# Solution key: the spin–valley hot spot in a silicon quantum dot

## (a) Premises and Hamiltonian

One electron occupies the lowest in-plane orbital of a Si MOS dot on a (001) interface. The premises are:

1. Only the two lowest valley states $|-\rangle$, $|+\rangle$, split by $E_v$, are kept. Higher orbitals lie $E_{\rm orb}\gg E_v$ above.
2. The field lies in the plane and acts only through the Zeeman energy $E_Z=g\mu_BB>0$. The vector potential is dropped.
3. Spin–orbit coupling has the form $H_{SO}=\sum_a\Lambda_a\sigma_a$, with orbital operators $\Lambda_a$ odd under time reversal.
4. Each bath mode $k$ couples through a spin-independent function of position $V_k(\mathbf r)$. The temperature obeys $k_BT\ll E_Z,E_v$, so only emission to the ground state counts.

The states $|\pm\rangle$ are non-degenerate eigenstates of a real Hamiltonian, so their wave functions can be chosen real. Two facts follow. First, $\langle-|V_k|+\rangle=\langle+|V_k|-\rangle\equiv V$. Second, $\Lambda_a$ is Hermitian and purely imaginary, hence antisymmetric: its diagonal elements vanish and $\langle-|\Lambda_a|+\rangle=i\lambda_a$ with real $\lambda_a$. With Pauli matrices $\tau$ in the basis $(+,-)$ this gives $H_{SO}=\tau_y\,\boldsymbol\lambda\cdot\boldsymbol\sigma$.

Take the spin $z$ axis along $\mathbf B$, the spin $x$ axis along the transverse part of $\boldsymbol\lambda$, and define $D=2\lambda_\perp>0$. The longitudinal part $\lambda_\parallel\tau_y\sigma_z$ flips no spin and mixes states $E_v$ apart. It changes the amplitudes below at relative order $\lambda_\parallel/E_v$ and is dropped. Then

$$H=\tfrac12E_v\tau_z+\tfrac12E_Z\sigma_z+\tfrac12D\,\tau_y\sigma_x.\tag{1}$$

Label $|1\rangle=|-\downarrow\rangle$, $|2\rangle=|-\uparrow\rangle$, $|3\rangle=|+\downarrow\rangle$, $|4\rangle=|+\uparrow\rangle$.

## (b) Diagonalisation

The product $\tau_y\sigma_x$ flips valley and spin together, so $\tau_z\sigma_z$ commutes with $H$, which splits into the blocks $\{2,3\}$ and $\{1,4\}$. With $x=E_Z-E_v$, $S=E_Z+E_v$ and $\langle-|\tau_y|+\rangle=i$,

$$H_{23}=\frac12\begin{pmatrix}x&iD\\-iD&-x\end{pmatrix},\qquad H_{14}=\frac12\begin{pmatrix}-S&iD\\-iD&S\end{pmatrix}.$$

The eigenvalues are $\pm\Omega/2$ and $\pm\Omega'/2$, with $\Omega=\sqrt{x^2+D^2}$ and $\Omega'=\sqrt{S^2+D^2}$. The smallest splitting of the first block is $D$, at $x=0$.

For the lower eigenvector $(a,b)$ of $H_{23}$ the first row reads $xa+iDb=-\Omega a$, so $b/a=i(\Omega+x)/D$. Define $\gamma\in(0,\pi)$ by $\cos\gamma=-x/\Omega$, $\sin\gamma=D/\Omega$. Then $\tan(\gamma/2)=(1-\cos\gamma)/\sin\gamma=(\Omega+x)/D$, and

$$|L\rangle=\cos\tfrac\gamma2|2\rangle+i\sin\tfrac\gamma2|3\rangle,\qquad|U\rangle=\sin\tfrac\gamma2|2\rangle-i\cos\tfrac\gamma2|3\rangle.\tag{2}$$

The replacement $x\to-S$ gives the ground state,

$$|G\rangle=\cos\tfrac\beta2|1\rangle+i\sin\tfrac\beta2|4\rangle,\qquad\cos\beta=S/\Omega',\quad\sin\beta=D/\Omega'.\tag{3}$$

The weight of $|3\rangle$ is $\sin^2(\gamma/2)=\frac12(1+x/\Omega)$ in $L$ and $\cos^2(\gamma/2)=\frac12(1-x/\Omega)$ in $U$. The mainly spin-up state is $L$ for $x<0$ and $U$ for $x>0$. In both cases its minority weight is

$$w=\frac12\left[1-\frac{|x|}{\sqrt{x^2+D^2}}\right].\tag{4}$$

## (c) Relaxation rate near the crossing

Since $V_k$ conserves spin, it links $1$ with $3$ and $2$ with $4$. From (2) and (3),

$$\langle G|V_k|L\rangle=iV\left[\cos\tfrac\beta2\sin\tfrac\gamma2-\sin\tfrac\beta2\cos\tfrac\gamma2\right]=iV\sin\tfrac{\gamma-\beta}2,\qquad\langle G|V_k|U\rangle=-iV\cos\tfrac{\gamma-\beta}2.$$

Define the valley relaxation function $\Gamma_v(\varepsilon)=(2\pi/\hbar)\sum_k|\langle-|V_k|+\rangle|^2\delta(\varepsilon-\hbar\omega_k)$. The mixing factor is the same for all modes, so the golden rule gives

$$\Gamma_L=\sin^2\tfrac{\gamma-\beta}2\;\Gamma_v\!\left(\tfrac{\Omega'-\Omega}2\right),\qquad\Gamma_U=\cos^2\tfrac{\gamma-\beta}2\;\Gamma_v\!\left(\tfrac{\Omega'+\Omega}2\right).\tag{5}$$

It treats $L$ and $U$ as resolved levels, which needs $\hbar\Gamma_v\ll\Omega$. Part (e) lifts this.

Define $T_1$ as the lifetime of the mainly spin-up state. For $x<0$ the emitted energy is $E_Z+\frac12(\Omega'-S)-\frac12(\Omega-|x|)$, which differs from $E_Z$ by less than $D/2$. The same holds for $U$ at $x>0$. For $|x|\ll E_v$ one has $\beta\approx D/2E_v$, which is much smaller than both $\gamma$ and $\pi-\gamma$. Then (5) reduces to

$$\boxed{\frac1{T_1}=w\,\Gamma_v(E_Z),\qquad|x|\ll E_v}\tag{6}$$

Below the crossing $L\to G$ is the only downward transition. At $x=0$, (5) gives the factors $\frac12(1\mp\sin\beta)$, so both hybrids decay at $\Gamma_v(E_v)/2$. This is the maximum: $\ln w$ falls with slope $1/D$ on each side, while $\ln\Gamma_v$ rises with slope at most $5/E_v$ for the phonon bath of part (f). Setting $w=1/4$ gives $|x|/\Omega=1/2$, so the full width at half maximum is $2D/\sqrt3$.

Above the crossing a second channel opens, $\langle L|V_k|U\rangle=\frac12\sin\gamma\,(V_{--}-V_{++})$, at energy $\Omega$. Let $\Delta r$ be the displacement between the charge centres of the two valley states and $r$ the intervalley dipole length. For long-wave phonons (rate $\propto\varepsilon^5$) and $D\ll x\ll E_v$, this channel is a fraction $(\Delta r/r)^2(x/E_Z)^5$ of (6).

## (d) Tails

For $|x|\gg D$, $|x|/\Omega\approx1-D^2/2x^2$, so $w\approx D^2/4x^2$. Farther out $\beta$ must be kept. Below the crossing $\gamma\approx D/(E_v-E_Z)$ and $\beta\approx D/(E_v+E_Z)$, so $(\gamma-\beta)/2\approx DE_Z/(E_v^2-E_Z^2)$. Above it $\gamma\approx\pi-D/x$, and $\cos\frac{\gamma-\beta}2\approx\frac12(D/x+\beta)=DE_Z/(E_Z^2-E_v^2)$. On both sides

$$\boxed{\frac1{T_1}=\frac{D^2}{4x^2}\left(\frac{2E_Z}{E_Z+E_v}\right)^2\Gamma_v(E_Z),\qquad|x|\gg D}\tag{7}$$

The extra factor tends to 1 at the crossing, equals $4/9$ at $E_Z=E_v/2$, and vanishes as $B\to0$. There $L$ and $G$ form a Kramers pair, which a time-even perturbation cannot connect (Van Vleck cancellation). For $E_Z\ll E_v$, $1/T_1\propto B^2\Gamma_v$: $B^7$ for long-wave phonons and $B^3$ for an Ohmic electric-noise bath with $\Gamma_v\propto\varepsilon$.

## (e) When the peak reaches $\Gamma_v/2$

Near the crossing set $\beta=0$. Only $|3\rangle$ then decays, and $\Gamma\equiv\Gamma_v(E_v)$ is constant over a window of width $D$ or $\hbar\Gamma$, both far below $E_v$. Eliminating the continuum (Weisskopf–Wigner) adds $-i\eta$, $\eta=\hbar\Gamma/2$, to the energy of $|3\rangle$. The real shift is absorbed in $E_v$. The matrix

$$H_{\rm eff}=\begin{pmatrix}x/2&iD/2\\-iD/2&-x/2-i\eta\end{pmatrix}$$

has trace $-i\eta$, diagonal difference $x+i\eta$ and off-diagonal product $D^2/4$, so $\epsilon_\pm=-\frac{i\eta}2\pm\frac12\sqrt{(x+i\eta)^2+D^2}$. Populations decay at $-2\,{\rm Im}\,\epsilon_\pm/\hbar$, and the slower rate is

$$\frac1{T_1}=\frac1\hbar\left[\eta-\left|{\rm Im}\sqrt{(x+i\eta)^2+D^2}\right|\right].\tag{8}$$

Three limits follow.

- For $\eta\ll\Omega$ the root is $\Omega+i\eta x/\Omega$ to first order, and (8) becomes $w\Gamma$, which is (6).
- At $x=0$ the root is $\sqrt{D^2-\eta^2}$. For $D\ge\eta$ it is real and the peak is exactly $\Gamma/2$. For $D<\eta$ the peak is $[\eta-\sqrt{\eta^2-D^2}]/\hbar$, tending to $D^2/\hbar^2\Gamma$.
- For $D\ll|z|$, $z=x+i\eta$, the root is $z+D^2/2z$, giving the Lorentzian $\Gamma D^2/[4(x^2+\eta^2)]$. The tail $D^2/4x^2$ survives for $|x|\gg\eta$.

The peak equals half the valley rate only if $D\ge\hbar\Gamma_v(E_v)/2$.

## (f) Phonon model for $\Gamma_v$

For the valleys along [001], now the $z$ axis of real space, the deformation potential is $\Xi_d\,{\rm Tr}\,\epsilon+\Xi_u\epsilon_{zz}$, with $\epsilon$ the strain tensor. Treat the crystal as an isotropic medium of density $\rho$ and volume $\mathcal V$, with $\omega=v_jq$. A mode of polarisation $\mathbf e$ has amplitude $\sqrt{\hbar/2\rho\mathcal V\omega}$ and coupling $\Xi_d\,\mathbf e\cdot\mathbf q+\Xi_ue_zq_z=q\,\Xi_j$. With $u=\cos\theta=q_z/q$, the longitudinal mode has $\Xi_l=\Xi_d+\Xi_uu^2$. The transverse mode polarised in the plane of $\mathbf q$ and $z$ has $\Xi_t^2=\Xi_u^2u^2(1-u^2)$. The other has $e_z=0$ and does not couple.

Model the smoothed product of the two valley wave functions as $-\mathbf r\cdot\nabla n$, with an in-plane dipole $\mathbf r$ and $n=e^{-s^2/\ell^2}/\pi\ell^2$, where $s$ is the in-plane radius and the layer is thin against the wavelength. It has zero integral, as orthogonality demands. Integration by parts gives $|\langle-|e^{i\mathbf q\cdot\mathbf r'}|+\rangle|=|\mathbf q\cdot\mathbf r|\,e^{-q_\parallel^2\ell^2/4}$, $\mathbf r'$ being the electron position. Then

$$\Gamma_v=\frac{2\pi}\hbar\sum_j\int\!\frac{d^3q}{(2\pi)^3}\frac{\hbar}{2\rho v_jq}\,q^2\Xi_j^2\,(\mathbf q\cdot\mathbf r)^2e^{-q_\parallel^2\ell^2/2}\,\delta(\varepsilon-\hbar v_jq).$$

The constants combine to $1/8\pi^2\rho$. The azimuth gives $\pi q^2r^2(1-u^2)$. The radial integral of $q^5/v_j$ against the delta function gives $\omega^5/\hbar v_j^7$, with $\omega=\varepsilon/\hbar$. Hence

$$\Gamma_v(\varepsilon)=\frac{\omega^5r^2}{8\pi\rho\hbar}\sum_{j=l,t}\frac{I_j}{v_j^7},\qquad I_j=\int_{-1}^1\!du\,(1-u^2)\,\Xi_j^2\,e^{-(\omega\ell/v_j)^2(1-u^2)/2}.\tag{9}$$

For $\omega\ell\ll v_j$, $I_t=\frac{16}{105}\Xi_u^2$, $I_l=\frac43\Xi_d^2+\frac8{15}\Xi_d\Xi_u+\frac4{35}\Xi_u^2$ and $\Gamma_v\propto\varepsilon^5$. The exponential only lowers the logarithmic slope.

## (g) Range of validity

1. Equation (6) needs $D\ll E_v$, $|x|\ll E_v$ and $\hbar\Gamma_v\ll\Omega$. Use (7) in the far tails and (8) when $\hbar\Gamma_v\gtrsim D$.
2. Fluctuations of $E_v$ and $E_Z$ must stay below $D$. Slow noise averages (6) over $x$, which lowers and widens the peak.
3. For $k_BT\ll E_Z$ absorption from $G$ is negligible. Otherwise emission carries the Bose factor $1+n_B$ and upward channels enter.
4. A perpendicular field component, or a stray-field gradient, adds a time-even part to $\Lambda_a$ and alters the factor in (7).
5. Spin–orbit mixing with the next orbital is neglected. Suppose one linear-in-momentum coupling serves both channels. The identity $p_x=(im_t/\hbar)[H_0,x_e]$, for in-plane mass $m_t$, spinless Hamiltonian $H_0$ and coordinate $x_e$, makes the gap proportional to $Ed$ for a level at energy $E$ with dipole $d$. By (7) the amplitude then scales as $d^2EE_Z/(E^2-E_Z^2)$. With $d^2=\ell^2/2$ for the orbital, the ratio of orbital to valley rates is roughly $\kappa=[\ell^2|E_v^2-E_Z^2|/(2r^2E_vE_{\rm orb})]^2$, up to geometric factors and interference.
6. Electric noise from the gates adds its own term to $\Gamma_v$. It grows more slowly with energy than (9) and matters most at low field.

## (h) Numerical illustration

Typical inputs: $g\approx2.00$ (equal to the free-electron value at this precision), $m_t\approx0.19\,m_e$, $\rho\approx2329$ kg m$^{-3}$, $\Xi_u\approx8.8$ eV, $\Xi_d\approx5$ eV (poorly known). Assumed for the dot: $E_v=0.40$ meV, $D=0.10$ µeV, $r=1.0$ nm, $\ell=7.0$ nm, $T=0.1$ K. Then $E_{\rm orb}=\hbar^2/m_t\ell^2=8.2$ meV.

**Sound speeds.** The measured constants $C_{11}=165.64$, $C_{12}=63.94$, $C_{44}=79.51$ GPa (compiled values, Oses 2018) give the Voigt averages $(3C_{11}+2C_{12}+4C_{44})/5=188.6$ GPa and $(C_{11}-C_{12}+3C_{44})/5=68.05$ GPa. Hence $v_l=9.00$ and $v_t=5.41$ km s$^{-1}$. Over directions the transverse speed runs from $\sqrt{(C_{11}-C_{12})/2\rho}=4.67$ to $\sqrt{C_{44}/\rho}=5.84$ km s$^{-1}$, a factor 4.8 in $v_t^{-7}$. Absolute rates are therefore good to a factor of order two at best, and the second figure only lets the arithmetic be followed.

**Peak.** The crossing lies at $B=E_v/g\mu_B=3.46$ T (2.59 to 6.91 T for 0.3 to 0.8 meV). There $\omega=6.08\times10^{11}$ s$^{-1}$, $\omega\ell/v_t=0.79$, $I_t=9.6$ eV$^2$ and $I_l=61$ eV$^2$. Equation (9) gives $\Gamma_v=2.9\times10^7$ s$^{-1}$, of which 15 per cent is longitudinal. Since $\eta=9.5$ neV is below $D$, the peak is $\Gamma_v/2=1.4\times10^7$ s$^{-1}$, or $T_1=69$ ns. The width from (6) is 0.115 µeV, or 1.0 mT. The ground-state mixing is $\sin\beta=1.25\times10^{-4}$.

**Tail.** At $E_Z=0.30$ meV (2.59 T, $E_Z/k_BT=35$), $D^2/4x^2=2.5\times10^{-7}$. The factor in (7) is 0.73, leaving $1.84\times10^{-7}$. With $\Gamma_v(0.30\ {\rm meV})=7.4\times10^6$ s$^{-1}$ the model's rate is $1/T_1=1.4$ s$^{-1}$, about 7 orders of magnitude below the peak. The neglected orbital channel has $\kappa\approx0.3$ here and $\kappa\approx0.8$ at $E_Z=0.20$ meV, where it rivals the valley channel.

**Upper end of the range.** At $E_v=0.80$ meV, with $D$ and $r$ unchanged, $\Gamma_v=5.5\times10^8$ s$^{-1}$ and $\eta=0.18$ µeV exceeds $D$. Equation (8) gives a peak of $4.6\times10^7$ s$^{-1}$, about 6 times below $\Gamma_v/2=2.7\times10^8$ s$^{-1}$.

All these rates are the model's. Both $D$ and $r$ depend on the atomic structure of the interface and vary from dot to dot, and the tail scales as $D^2r^2$. They were chosen so that the tail rate is of order 1 s$^{-1}$, typical of Si MOS dots at 2 to 3 T away from the hot spot, so that number does not test the model.